All atoms of a 12-plane PbO(101) slab (1×1, 16 atoms, Pb bottom, O top) were relaxed with Ansatz 0.2.0 using scalar-relativistic PBE+D3(BJ), PAW, a 420 eV cutoff and no spin polarisation. The runs used a 7×4×1 k mesh, 0.05 eV Gaussian smearing, 15 Å of vacuum and a dipole correction. Planes are numbered upwards as in the bulk cut, the reference for spacing changes.

```
row  relaxed plane number  relaxed plane spacing to next (Å)  relaxed plane spacing change (Å)  relaxed plane rumpling (Å)
  1                     1                              0.805                             0.021                       0.327
  2                     2                              1.530                            -0.039                       0.000
  3                     3                              0.880                             0.096                       0.000
  4                     4                              0.585                            -0.200                       0.099
  5                     5                              1.559                            -0.010                       0.000
  6                     6                              0.963                             0.179                       0.000
  7                     7                              0.634                            -0.151                       0.068
  8                     8                              1.605                             0.036                       0.000
  9                     9                              0.950                             0.166                       0.000
 10                    10                              0.971                             0.187                       0.507
 11                    11                             -1.992                            -3.561                       0.000
 12                    12                                n/a                               n/a                       0.000
```

The table follows one PBE+D3 slab from bottom to top. The spacing is the height of the next plane above the present one, the change is measured against the bulk cut, and rumpling is the height spread within a plane. Planes 1, 4, 7 and 10 hold two Pb each; the others hold a single O, so their zero rumpling is automatic. The changes repeat every three planes inside the slab and do not die away, and the reason lies in where the crystal was cut.

Along the (101) normal a site at fractional coordinates x, z has the height (x + z)·d, with d = cell volume/face area = 3.138 Å for the relaxed bulk, whose cell is slightly larger than the input cell. O lies at 0 and d/2 and the Pb pair is centred on d/4. The ideal spacings are therefore 0.784 Å for O to Pb and for Pb to O, and 1.569 Å for O to O. The symmetric sandwich O–Pb2–O carries no dipole, but this slab starts on Pb2 and ends with an extra O.

With formal charges, a unit Pb2, O, O has +4 at height 0 and −2 at d/4 and at 3d/4:

p = −2e·(d/4) − 2e·(3d/4) = −2e·d = −6.28 e Å

Four units give −25.1 e Å per cell, and p/(ε0·area) turns this into a step of 175 V. No oxide with a gap near 1.3 eV sustains that, so electrons pass from the O face to the Pb face, about p/d = 2 per cell by this argument.

The calculation on the unrelaxed slab bears this out. Its bands overlap, and its vacuum levels differ by only 4.79 V, or 2.7 % of the formal step. Part of this step sits in the surface dipoles of the two unlike faces, so dividing it by the thickness, as the output does, overstates the field inside. A drop limited to about the gap, or interior starting forces near 0.5 eV/Å on charges of 2, point to 0.1 to 0.2 V/Å, directed from the Pb face to the O face. With the atoms read in bottom-to-top order, the starting forces push the Pb of planes 4, 7 and 10 up and every O down, whereas forces in the bulk vanish.

Rows 6 and 7 show the response. If Pb moves up by u between its two O planes, the spacing below grows by u, the spacing above shrinks by u, and the O–O step stays put:

u = (spacing below − spacing above)/2 = (0.963 − 0.634)/2 ≈ 0.16 Å

Rows 3 and 4 give 0.15 Å in the same direction. Here u is the shift of the mean height of a Pb pair, and the two Pb do not move alike. The rumpling of planes 4 and 7 stays small but reverses sign, which the unsigned values in the table do not show: the lower Pb of each pair ends as the upper one. The two shifts within a pair differ by about 0.18 and 0.15 Å, as much as u itself. In a uniform field two Pb that are equivalent in the bulk should, to first order, move equally, so this difference is left unexplained.

The pattern +u, −u, 0 was fitted to rows 2 to 8, which include the worked rows; the analysis output follows this text. It gives u = 0.157 Å and leaves 0.036 Å rms of changes that average 0.124 Å rms, while a damped plane-by-plane alternation from both faces leaves 0.095 Å at best, reached at the slowest decay tried (20 planes). The misfit is far above the rounding, mainly because the sandwich around plane 4 also gets thinner. The numbers show a one-directional shift of the mean Pb heights; the field as its cause rests on the direction of the starting forces, and a field surviving in the relaxed slab is an inference that the charge count for the rebuilt top, given below, does not support. The relaxed run keeps a smearing entropy term of 0.0078 eV, so states remain close to the Fermi level, but that does not fix the field.

Row 11 is a change of order between planes, and reading it as a contraction would be an error. Bond counting in the ideal cut leaves the O of plane 12 with one of its four Pb neighbours, sitting 2.35 Å above the mean of plane 10. After relaxation it lies 1.02 Å below that mean and 0.07 Å below the O of plane 9. Plane 11 is now outermost, so the surface has rebuilt itself inside the 1×1 cell. Two standard driving forces point the same way: the atom can regain cation neighbours, and moving an anion down reduces the dipole.

The formal dipole of planes 10 to 12 goes from −6.28 to +0.10 e Å, which makes up most of the 31 % fall for the whole slab. About two thirds remain, so electronic compensation is still required. The two holes at the top might sit on a Pb(IV) centre or in an O–O pair formed by planes 9 and 12, and the relaxed coordinates point to Pb(IV). The two O end 2.94 Å apart, much too far for an O–O bond, on opposite sides of a plane-10 Pb that binds both. One Pb of plane 10 has four O at 2.10–2.18 Å, against 2.34 Å in the bulk. This fits the interior rows badly: with point charges and the two electrons on plane 1, holes on plane 10 give a dipole of +1.64 e Å, a reversed field that would be expected to pull the interior Pb down, whereas rows 3, 4, 6 and 7 have it shifted up. The count is coarse, since a transfer of about 1.8 electrons instead of two would bring the dipole to zero, so it neither confirms nor excludes a surviving field. Zero spin is imposed, which excludes magnetic O holes as a third outcome, and spin-orbit coupling, left out here, could bear on the Pb oxidation state.

Row 10 is where the shift model fails: it predicts a contraction and the table has +0.187 Å. The top sandwich swells by 0.35 Å with its Pb plane nearly centred, which reads equally as a Pb shift like the interior ones with the now outermost O of plane 11 moving out, so the good match of row 9 counts neither for nor against the model. The rumpling of 0.507 Å, against 0.077 Å in the ideal cut, fits the fact that only one of the two Pb was bonded to the O that moved. Row 1 departs for a related reason of coordination: its two Pb keep one and three of their four bonds, and the plane rumples strongly.

The natural neighbour is the same face cut between two O planes. It consists of whole O–Pb2–O sandwiches, breaks two Pb–O bonds per cell and face where this cut breaks four, and has no formal dipole. Its two faces are equivalent, so symmetry requires any Pb shifts to point in opposite directions in the two halves and to cancel in the middle, with changes expected to fade inward.

In practice these spacings should not be used as the relaxation of PbO(101), because the slab has no bulk-like middle and the values can be expected to depend on thickness and termination. The relaxation releases 3.38 eV per cell, of which each interior Pb shift, estimated as half the starting force times the shift, is worth less than a tenth of an eV, so most of the gain probably comes from the faces. The rebuilt top was found in a 1×1 cell from a mirror-symmetric start and may not be the lowest structure. The final forces are not among the data used here, and the run warned that the exchange-correlation potential is rough in the thin density outside the slab, so small differences in height should not be pressed. The bulk relaxation warned that its geometry lies near a switch in the dispersion term, which touches the reference for the spacing changes. For surface properties the non-polar cut is the better starting point; if the polar one is needed, it calls for a larger cell, broken symmetry, spin, and a check of gap, dipole and forces at the end.

The analysis program printed:

```
d(101) 3.138, d/4 0.784, d/2 1.569 A; largest deviation of uncut spacings 0.0005 A (rounding 0.001)
ideal Pb rumpling 0.077 A, Pb z 0.238, Pb-O 2.340 A, gap between Pb sheets 2.62 A
bonds kept of 4: plane 1 Pb [1, 3] plane 10 Pb [4, 4] O11 3 O12 1
bonds cut per face if the cut ran between the two O planes: 2
polar shift fitted to rows 2-8: u = 0.157 A, rms 0.036 A; rms of the changes 0.124 A
row  pair   change   model  residual (A)
  1  Pb-O  +0.021  -0.157  +0.177  not fitted
  2  O-O   -0.039  +0.000  -0.039 
  3  O-Pb  +0.096  +0.157  -0.060 
  4  Pb-O  -0.200  -0.157  -0.044 
  5  O-O   -0.010  +0.000  -0.010 
  6  O-Pb  +0.179  +0.157  +0.022 
  7  Pb-O  -0.151  -0.157  +0.006 
  8  O-O   +0.036  +0.000  +0.036 
  9  O-Pb  +0.166  +0.157  +0.010  not fitted
 10  Pb-O  +0.187  -0.157  +0.344  not fitted
 11  O-O   -3.561  +0.000  -3.561  not fitted
damped alternation from both faces (decay 0.5-20 planes): best rms 0.095 A at 20.0 planes
O-Pb2-O around plane 4: Pb shift +0.148 A, thickness change -0.104 A, start force on Pb pair +0.84 eV/A, force x shift +0.12 eV
O-Pb2-O around plane 7: Pb shift +0.164 A, thickness change +0.028 A, start force on Pb pair +0.97 eV/A, force x shift +0.16 eV
O-Pb2-O around plane 10: Pb shift -0.011 A, thickness change +0.353 A, start force on Pb pair +3.17 eV/A, force x shift -0.03 eV
start force on O planes 2,3,5,6,8,9,11,12 (eV/A): [-0.12, -0.54, -0.41, -0.4, -0.59, -0.57, -1.01, -1.5]
start force on the two Pb of plane 1: -0.13, +0.29; plane 10: +0.96, +2.21 eV/A
O-to-O height steps minus d/2, planes 2,3,5,6,8,9,11 (A): [-0.039 -0.104 -0.01   0.028  0.036  0.352]
rumpling minus ideal, planes 1,4,7,10 (A): [ 0.25   0.022 -0.009  0.43 ] ratio [4.3 1.3 0.9 6.6]
heights above plane 1 (A): 0.00 0.81 2.33 3.21 3.80 5.36 6.32 6.96 8.56 9.51 10.48 8.49
O12 minus Pb10: +2.353 A ideal, -1.021 A relaxed; O12 minus O9 -0.071 A
plane 11 above plane 1: 10.198 A ideal, 10.482 A relaxed, change +0.284 A
formal dipole per cell: ideal -25.10, relaxed -17.38 e A, fall 31 %
per Pb2-O-O unit: ideal -6.28; relaxed, planes 1-3, 4-6, 7-9, 10-12: [-6.28 -5.46 -5.75  0.1 ] e A
share of the fall in planes 10-12: 83 %; compensating charge 2.0 e per cell
potential step of unscreened formal charges: ideal 175 V, relaxed 121 V
unrelaxed run: vacuum step 4.79 V, from its dipole 4.79 V, 2.7 % of formal
step over thickness 0.41 V/A; relaxation energy -3.38 eV
```
